A chemist who picks an amine–borane as a precursor for boron nitride films can choose the group on boron, and that choice changes how strongly the molecules cling to one another. One part of the attraction, dispersion, grows with the polarisability, the dipole that a unit electric field induces in the molecule. Between the least and the most polarisable molecule here, this quantity more than doubles. Neither the number of electrons nor the ease of removing one of them is a reliable guide to which groups make a molecule soft.

PySCF 2.14.0 with density fitting, CAM-B3LYP/def2-SVPD, gas phase, at PBE0-D3(BJ)/def2-SVP geometries. Each molecule is the group *[NH3+] bound to B of the listed carrier (SMILES, * marks the bond). The polarisability is the static mean, the principal values are those of its tensor, and the ionisation energy is vertical, a difference of total energies.

```
        carrier  formula  atoms on the carrying B  bond to the carrier (Å)  point group  torsion about that bond, heaviest neighbours (°)  electrons  valence electrons  polarisability (bohr^3)  largest over smallest principal value  ionisation energy (eV)
   *[BH2-]B(O)O  B2H7NO2                    B H H                    1.633           C1                                                39         40                 30                     51.6                                   1.28                    9.33
*[BH2-]C(F)(F)F  CH5BF3N                    C H H                    1.618           Cs                                                59         50                 38                     42.8                                   1.07                   11.39
      *[BH2-]CO   CH8BNO                    C H H                    1.631           C1                                                34         34                 26                     47.2                                   1.09                    9.47
     *[BH2-]C=C   C2H8BN                    C H H                    1.646           C1                                                59         32                 24                     55.5                                   1.45                    9.09
      *[BH2-]Cl   BClH5N                   Cl H H                    1.625           Cs                                                59         34                 20                     43.7                                   1.26                    9.86
   *[B-](F)(F)F   BF3H3N                    F F F                    1.675           C3                                                55         42                 32                     27.4                                   1.08                   13.33
       *[BH2-]N    BH7N2                    H H N                    1.686           Cs                                                58         26                 20                     40.8                                   1.15                    8.74
      *[BH2-]OC   CH8BNO                    H H O                    1.689           C1                                                53         34                 26                     47.4                                   1.20                    9.41
       *[BH2-]O    BH6NO                    H H O                    1.682           C1                                                54         26                 20                     35.5                                   1.11                    9.74
 *[BH2-]O[SiH3]  BH8NOSi                    H H O                    1.638           Cs                                                59         42                 26                     60.1                                   1.19                    9.18
```

A useful picture has each electron held in place by a spring. If the spring is very stiff, the field hardly moves the electron, and even a good number of such electrons add little. If the spring is weak, a single electron can outweigh several stiff ones. The polarisability of a molecule is therefore an amount times a softness: how many valence electrons there are, and how far each of them yields.

Softness belongs largely to the atom and its bonds. A high nuclear charge acting on a compact shell gives stiff electrons, while a shell that reaches further out gives soft ones. If each atom responds mainly to the applied field and little to the induced dipoles of its neighbours, the atomic contributions simply add. All ten molecules share an NH₃ group bound to boron, so this common part cancels when a row is compared with the OH row:

polarisability ≈ polarisability of the OH row + Σ (change in the number of atoms of one kind) × (contribution of one such atom)

The contributions are rough recalled values, and nothing was adjusted to the table. Carbon in a double bond counts as a kind of its own, with a larger contribution than saturated carbon.

The table opens with B(OH)₂, which has the third-highest polarisability. Its two oxygen atoms bring many electrons but rather stiff ones, so the value per valence electron is low, above only those of the two rows with fluorine. Much of the total comes from having 30 valence electrons, and part of it from the second boron. With that boron left out, the sum falls short by about 9 bohr³, somewhat more than a saturated carbon contributes. This remainder was read off from the row, so it tests nothing.

The next two rows show how badly a count of electrons can mislead. CF₃ and CH₂OH are both bound to boron through carbon, and CF₃ brings 12 more valence electrons. Yet its molecule is less polarisable by 4.4 bohr³. Fluorine combines a high effective nuclear charge with a small shell, and its seven valence electrons together add about 2.0 bohr³. A hydrogen atom, with its one electron spread out in a bond, adds about 2.6 bohr³.

The CF₃ row also serves to work the estimate through. Going from OH to CF₃, the molecule gains one carbon and three fluorines and loses one oxygen and one hydrogen. In bohr³ this gives

change ≈ 7.4 + 3 × 2.0 − 4.3 − 2.6 = 6.5

estimate ≈ 35.5 + 6.5 = 42.0

The calculation gives 42.8 bohr³. This row had no part in setting the contributions or the starting point.

Vinyl comes next, with only 24 valence electrons but the second-highest polarisability. Much of this comes simply from having two carbon atoms where OH has an oxygen: counted as saturated carbons, they would already bring the additive sum to about 51 bohr³. The double bond adds the rest, because its π electrons are held less tightly than those of C–C and C–H single bonds and can shift along the bond. The direction of the response fits this: along the C=C bond the polarisability is about 67 bohr³, well above the average over all directions, 55.5 bohr³. Vinyl also has the largest ratio between its softest and stiffest directions, 1.45. OMe, which has equally many non-hydrogen atoms but no double bond, reaches only 1.20, though the two molecules are also folded differently.

Chlorine is best compared with OH further down, because both molecules have 20 valence electrons. At equal count the chlorine compound is more polarisable by 8.2 bohr³, so the difference must lie in the softness. The valence shell of chlorine is the third one, which lies further from the nucleus than the second shell of oxygen and is easier to distort. The ionisation energy, the cost of removing one electron with the nuclei held still, gives no hint of this. It is even slightly higher for chlorine than for OH.

BF₃ is the stiff limit of the table. It has 32 valence electrons, more than any other row except CF₃, and yet the lowest polarisability, 27.4 bohr³. Here fluorine has replaced all three hydrogens on boron, whereas every other molecule keeps two of them. The row thus shows what full fluorination does, and should not be read as the effect of one substituent. Each valence electron contributes on average less than half of what it does in the vinyl compound.

This is also where the additive estimate does worst, lying about 2 bohr³ too high, or 7% of the computed value. A possible reason is that hydrogen on boron is softer than the average hydrogen assumed in the sum. Boron attracts electrons less than hydrogen does, so these hydrogens carry extra, loosely held charge, and replacing them costs more than the sum allows. With one row of this kind, that remains a guess.

NH₂ is the irregular row for anyone who goes by ionisation energies. It has the lowest one in the table, 8.74 eV, which suggests a soft molecule, but only two molecules are less polarisable. Per valence electron it is indeed fairly soft, softer than either of the carbon–oxygen isomers. It simply has few valence electrons, 20 in all. The ionisation energy reports on the electron that is easiest to remove, while the polarisability collects the response of every one.

The two quantities still share part of their trend, since tightly bound electrons tend to raise the one and lower the other. The rank correlation between them is −0.59, where −1 would mean exactly opposite orders. For the number of valence electrons it is 0.08, practically no relation at all. The two rows with the most valence electrons, CF₃ and BF₃, also have the stiffest ones, so amount and softness partly cancel, and neither of them alone puts the rows in order.

OMe and CH₂OH contain the same atoms in a different arrangement, and an additive rule must give them the same value. The calculation gives 47.4 and 47.2 bohr³, nearly equal, although CH₂OH is folded so that its oxygen accepts a hydrogen bond from the NH₃ group. Each molecule was computed in one shape only, so the small difference should not be used to rank them. For this pair, which has only single bonds, and in the shapes computed, the mean polarisability depends on which atoms are present and hardly on how they are joined.

OH, the starting point of the estimate, is the second-lowest row. It is small, and its oxygen is stiff. Its neighbour NH₂ has the same valence count but lies 5.3 bohr³ higher, for two reasons. Nitrogen has a lower nuclear charge than oxygen and holds the same shell less tightly, and NH₂ has one hydrogen more, which in the additive sum makes up about half of the difference. Lengthening OH to OMe adds one CH₂ unit and raises the polarisability by 11.9 bohr³, close to the 13 or so expected from one carbon and two hydrogens. Here it is mainly the amount that grows, since the value per valence electron hardly changes.

The last row shows the opposite case. OSiH₃ has the same number of valence electrons as OMe, but with silicon in place of carbon it is more polarisable by 12.7 bohr³, which makes it the most polarisable molecule of the table. Per valence electron it is level with vinyl. The OMe and OSiH₃ chains are also folded differently, so the difference is not purely one of the atom. The reason is the one met with chlorine, a third-shell atom with a wide valence shell, and it is stronger here because silicon has a lower nuclear charge. The electrons of the Si–H bonds are also held more loosely than those of C–H bonds. The ionisation energy barely registers the change, falling by only about 0.2 eV.

The additive estimate can be judged on seven rows: OH is its starting point, and the rows with a second boron or with silicon contain atoms for which no contribution was assumed. Apart from BF₃, these rows are met to within 1 bohr³, as the printed output shows. Such agreement shows that the contributions carry over from other molecules to these. It does not prove that the atoms respond independently, since recalled values of this kind already contain the average influence of neighbours, and it does not by itself explain why fluorine is stiff or silicon soft. That part rests on the size of the shells and the nuclear charge that holds them.

For a related amine–borane, then, one first counts the atoms and then asks how tightly each kind holds its electrons. Fluorine in place of hydrogen adds many electrons and no softness, a CH₂ unit adds its fixed share, and a third-shell atom or a double bond adds more than its electron count suggests. For a film precursor, a low polarisability usually means weaker dispersion between the molecules. It does not by itself mean a more volatile compound, because amine–boranes also attract one another through their dipoles and hydrogen bonds.

Numerical output:

```
Polarisability in bohr^3 (estimate leaves out the second B and the Si):
              row  computed  per valence electron  additive estimate  estimate less computed
     *[BH2-]B(O)O      51.6                  1.72              42.45                  -9.149
  *[BH2-]C(F)(F)F      42.8                 1.126              42.05                 -0.7541
        *[BH2-]CO      47.2                 1.815              48.19                  0.9869
       *[BH2-]C=C      55.5                 2.312              55.34                 -0.1599
        *[BH2-]Cl      43.7                 2.185              44.07                  0.3704
     *[B-](F)(F)F      27.4                0.8562              29.36                   1.959
         *[BH2-]N      40.8                  2.04              40.29                 -0.5087
        *[BH2-]OC      47.4                 1.823              48.19                  0.7869
         *[BH2-]O      35.5                 1.775               35.5                       0
   *[BH2-]O[SiH3]      60.1                 2.312              40.76                  -19.34
Largest miss of the estimate in the seven tested rows, bohr^3: 1.959
Mean absolute miss in the seven tested rows, bohr^3: 0.7894
Recalled contribution of one F, bohr^3: 2.025
Recalled contribution of one H, bohr^3: 2.632
Remainder left for the second B, bohr^3: 9.149
Remainder left for Si, bohr^3: 19.34
Recalled contribution of one saturated C, bohr^3: 7.423
Highest over lowest polarisability, ratio: 2.193
NH2 less OH, bohr^3: 5.3
Cl less OH, bohr^3: 8.2
OMe less OH (one CH2 more), bohr^3: 11.9
OSiH3 less OMe (Si for C), bohr^3: 12.7
CF3 less CH2OH, bohr^3: -4.4
CF3 less CH2OH, valence electrons: 12
Rank correlation of polarisability with valence electrons: 0.07879
Rank correlation of polarisability with ionisation energy: -0.5879
Ionisation energy of Cl less OH, eV: 0.12
Rows less polarisable than NH2, count: 2
Vinyl polarisability along its double bond, bohr^3: 66.92
```
